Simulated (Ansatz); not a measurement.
**Ta2N: checking dH/dP = V**

Method: DFT PBEsol, scalar-relativistic, plane waves, PAW (Ansatz 0.2.0). (420 eV cutoff, 12×12×8 k-mesh, Gaussian smearing of 0.10 eV, no spin polarisation)

Reference structure (relaxed):

```
Ta N
1.0
     5.26410    0.00000    0.00000
    -2.63205    4.55884    0.00000
     0.00000    0.00000    4.91260
Ta N
6 3
Direct
  0.66680 0.66680 0.75279
  0.00000 0.33320 0.75279
  0.33320 0.00000 0.75279
  0.33320 0.33320 0.24721
  0.00000 0.66680 0.24721
  0.66680 0.00000 0.24721
  0.66667 0.33333 0.50000
  0.33333 0.66667 0.50000
  0.00000 0.00000 0.00000
```

Cell and atoms were relaxed at each target pressure within the start's symmetry (P-31m), at zero temperature; other phases can be more stable under pressure. H = E + PV with P the target; E is the free energy at the smearing used, whose derivative the pressure is, per atom and counted from zero pressure.

A cell with an odd number of electrons and no spin polarisation is a metal by construction and may be lower with spin. Spin–orbit coupling is left out, which can shift energies with elements as heavy as these.

```tsv
P (GPa)	V (Å³/atom)	E − E0 (meV)	H − H0 (meV)
0	13.099	0.0	0.0
1	13.054	0.1	81.6
4	12.930	2.1	324.9
12	12.628	17.0	962.8
25	12.200	65.8	1969.5
```

Question: Thermodynamics gives dH/dP = V along a relaxed path. Integrate V over P by the trapezoid rule and compare with the computed enthalpies.

Answer: With 1 eV/Å³ = 160.22 GPa, each step adds the mean volume times ΔP / 160.22:
```tsv
P (GPa)	∫V dP (meV)	H − H0 (meV)	difference (meV)
1	81.6	81.6	0.0
4	324.9	324.9	0.0
12	963.0	962.8	0.2
25	1970.2	1969.5	0.7
```

V(P) curves upward, so the trapezoid rule runs high; integrating a smooth curve through the same points (P as a polynomial of degree 4 in ln V) puts that excess at about 1.2 meV at 25 GPa, against the 0.7 meV found.

Question: At 25 GPa, how much of the enthalpy change is stored energy and how much is the PV term?

Answer: E rises by 66 meV/atom and PV is 25 × 12.200 / 160.22 = 1904 meV/atom, so PV makes 97 % of ΔH. So between rival structures at high pressure a small difference in volume can outweigh the difference in energy: 1 % of this volume is worth 19.0 meV/atom at this pressure.

Question: What bulk modulus do the lowest pressures give, and how is the compression shared among the axes?

Answer: From the pressures that the runs reached, -1.01 GPa (13.141 Å³) and 1.01 GPa (13.054 Å³), B = −ΔP/Δln V = 2.02 / 0.0067 = 304 GPa, a mean over that range. The linear compressibilities −Δln(length)/ΔP are 1.23 along a, 1.23 along b, 0.84 along c (in TPa⁻¹). With fixed angles they add up to 1/B: 3.30 against 3.29. Softest: a and b, at 37 % of the volume change per axis.

The computed enthalpies follow the volume integral closely, so energies and pressures belong to one consistent equation of state. Stored energy stays small because it starts from a minimum and grows roughly with the square of pressure, whereas the PV term is linear from the outset. The volume lost per unit pressure shrinks in every successive interval, the usual stiffening as short-range repulsion steepens.

A bulk modulus of 304 GPa marks a stiff solid, harder to compress than elemental tantalum. This fits an interstitial nitride, in which Ta 5d–N 2p covalent bonding adds to the metallic cohesion of the tantalum framework. The lower compressibility along c probably reflects nitrogen sitting between the close-packed metal layers and tying them together, while directions within the layers depend more on Ta–Ta contacts; the bonds are inclined, however, so this separation is only approximate. The agreement between integral and enthalpy doesn't test the functional, since an error in the equilibrium volume or stiffness would enter both sides alike.
